**Question.** I am looking at single Au and H atoms on an aluminium surface, computed with a dispersion-corrected density functional. The start site is where the atom was put before it relaxed.

Au or H on a four-plane Al(111) slab, one atom per 2×2 cell (27.474 Å²), lower two planes held: Ansatz 0.2.0, scalar-relativistic plane-wave PAW, PBE+D3(BJ), 420 eV cutoff, 6×6×1 k mesh, slabs not spin-polarised. Adsorption energies are relative to the clean slab and a free spin-polarised atom; work functions are for the top face, and positive dipoles point outward.

```
adsorbate  start site  start site atoms  adsorption energy (eV)  work function change (eV)  dipole change (e Å)  shortest contact length (Å)
       Au      bridge             Al-Al                  -3.636                      0.207              -0.0330                        2.521
       Au      hollow          Al-Al-Al                  -3.636                      0.206              -0.0330                        2.521
       Au         top                Al                  -2.885                      0.578              -0.0910                        2.360
        H      bridge             Al-Al                  -2.111                     -0.072               0.0170                        1.915
        H      hollow          Al-Al-Al                  -1.611                      0.067              -0.0010                        1.925
        H         top                Al                  -2.086                      0.720              -0.1260                        1.621
```

1. Which atom is held more tightly, and why?
2. Do the equal Au rows mean that bridge and hollow are equally good?
3. Why does Au avoid the top site when H hardly seems to care?
4. Would H still look well bound if I started from H₂ gas?
5. Why is H from the hollow start so much weaker, at nearly the same contact length?
6. Au and H both attract electrons more than Al does. Why does the dipole depend so much on the site?
7. How many digits of the work function change can I use?

**Answer.**

**1.** Au is held more tightly, by about 1.5 eV when each atom has its best site. Roughly half of that lead is there with a single Al neighbour: on top, Au is ahead by 2.885 − 2.086 = 0.80 eV. A likely reason for this half, which the table doesn't test, is that Au takes up an extra electron far more readily than H does, and Al gives electrons easily. The other half comes from the neighbours that Au gains when it leaves the top site.

**2.** No, they are one result obtained twice. The Au atom put on the bridge has the energy, contact length and dipole of the one in the hollow, so it slid there. The hollows on the two sides of a bridge differ in what lies beneath them, so symmetry doesn't hold an atom between them. The pair therefore says nothing about how high the barrier is for Au moving across the surface. On top, symmetry does cancel every sideways force, so that row may be a hilltop and not a resting place.

**3.** The likely reason is how the size of the atom compares with the size of the hollow. The centre of a hollow is 1.63 Å from each of its three Al atoms, measured along the surface. An Au atom on top has a bond of 2.36 Å, so it can sit well above the hollow and touch all three neighbours with bonds only 7 percent longer. Its wide 6s orbital overlaps with all of them, and it gains 0.75 eV.

H on top has a bond of 1.62 Å, which is just the radius of the hollow. To keep that bond length with three neighbours, H would have to sink into the plane of the Al atoms. The H atom from the bridge start has settled for contacts 18 percent longer; their length suggests that it, too, slid into a hollow. Several weak contacts then replace one strong, short bond, and the energy hardly changes.

The remaining 0.025 eV between these two H rows doesn't decide which site is better. Zero-point motion, which the calculation leaves out, can differ between sites by as much.

**4.** No, it would come out slightly unbound. The bond in H₂ is worth roughly 4.5 eV, so each atom costs about half of that to set free. Counted from the gas, the best H row is then about 0.1 eV uphill. Aluminium therefore holds H atoms that arrive singly, but it gains nothing by splitting H₂, and two held atoms would lower their energy by leaving together as a molecule. A new zero moves all H rows together and leaves the differences between sites as they are.

**5.** This H atom has probably gone below the surface, though its final height has to be checked before the row is used. If the contact of 1.925 Å is with the three Al atoms around the hollow, H is about 1.0 Å from the top Al plane, but that can be above or below it. The contact length is thus nearly the same for two quite different places. The energy favours the lower one: counted from H₂ the row lies about 0.6 eV uphill, close to the rough cost of dissolving H in solid aluminium. It shouldn't be taken as the energy of H resting on a hollow.

**6.** What counts is how far the charge sits outside the metal, as well as how much of it there is. If the metal ions were smeared into an even positive background, it would end half a plane spacing above the last atoms, here 1.15 Å. The mobile electrons spill out beyond that and thin out gradually. Charge deep among them is screened almost completely. Charge farther out is screened less closely and forms a dipole with its counter-charge in the metal, which for a given charge grows with the distance between them.

H on top is 1.62 Å above its Al atom and has a dipole change of −0.126 e Å; the minus sign means that electrons have moved outward. H from the bridge start, if it is in a hollow, is only about 1.0 Å above the top plane, deeper among the mobile electrons, and its dipole change is a mere +0.017 e Å. Screening can explain why this is small, but not the plus sign, which means that electrons have moved inward, although H attracts them. Au follows the same rule, with the larger dipole on top, where it is farther out. The amount of charge may change with the site as well, and the table can't separate the two.

The rule fails between the elements. Au on top is farther out than H on top, yet has the smaller dipole. The electron cloud of each atom is also deformed by the surface, and differently for the two, so the dipole can't be read as a count of transferred electrons.

**7.** About one decimal. A sheet of dipoles acts like a charged capacitor: an electron that crosses it gains or loses a fixed energy. With the dipole change $\mu$ and the surface area $A$ for each adsorbed atom, this step is

$$\Delta\phi = -\frac{4\pi e^2\mu}{A}, \qquad e^2 = 14.4\ \text{eV Å}.$$

For H on top, $\mu = -0.126$ e Å and $A = 27.474$ Å$^2$ give

$$\Delta\phi = \frac{4\pi \times 14.4 \times 0.126}{27.474}\ \text{eV} = 0.83\ \text{eV}.$$

The table has 0.72 eV. The formula gives the difference between the two faces of the slab, whereas the table follows the top face alone. The bare bottom face must therefore have dropped by 0.11 eV, although no atom was put there. In a thick crystal it would not notice the H atom at all, so this shift shows roughly how large the error of a slab of four planes is, with its k mesh.

That error decides how the small values are read. For H from the hollow start, the bottom face rises by 0.06 eV, nearly the whole change of 0.067 eV listed for the top. The large increases for both atoms on top are well above this error, but this small one is not an effect of the adsorbate's dipole. The program also warns of a rough exchange-correlation potential where the electron density is thin, for the clean slab and for the hollow and top rows of both atoms. How much this changes the values isn't known, which is one more reason not to lean on the later decimals. The output below compares the step with the table for all six rows; the step follows from electrostatics that the calculation obeys anyway, so it tests the slab and not the picture of the bonding.

The analysis program printed:

```
Au in the hollow bound more strongly than H from the bridge start, eV: 1.525
Au on top weaker than Au in the hollow, eV: 0.751
H on top weaker than H from the bridge start, eV: 0.025
same H gap from the free energies with smearing term, eV: 0.01958
H from the hollow start weaker than from the bridge start, eV: 0.5
Au contact shorter on top than in the hollow, Å: 0.161
H contact shorter on top than from the bridge start, Å: 0.294
sideways distance from hollow centre to Al, Å: 1.626
distance of Au in the hollow from the top Al plane, Å: 1.927
distance of H from the top Al plane if the bridge start ended in a hollow, Å: 1.012
distance of H from the top Al plane for the hollow start, above or below, Å: 1.031
half the spacing of Al planes, Å: 1.15
H from the bridge start counted from half an H2 molecule, rough, eV: 0.139
H from the hollow start counted from half an H2 molecule, rough, eV: 0.639
Work function of the top face and the electrostatic step:
  row  change in eV  step from dipole in eV  remainder in eV
   Au         0.207                  0.2173         -0.01035
   Au         0.206                  0.2173         -0.01135
   Au         0.578                  0.5994         -0.02135
    H        -0.072                  -0.112          0.03997
    H         0.067                0.006586          0.06041
    H          0.72                  0.8299          -0.1099
largest size of the remainder, eV: 0.1099
printed change of the bottom work function for H from the hollow start, eV: 0.06206
printed change of the bottom work function for Au in the hollow, eV: -0.01145
```
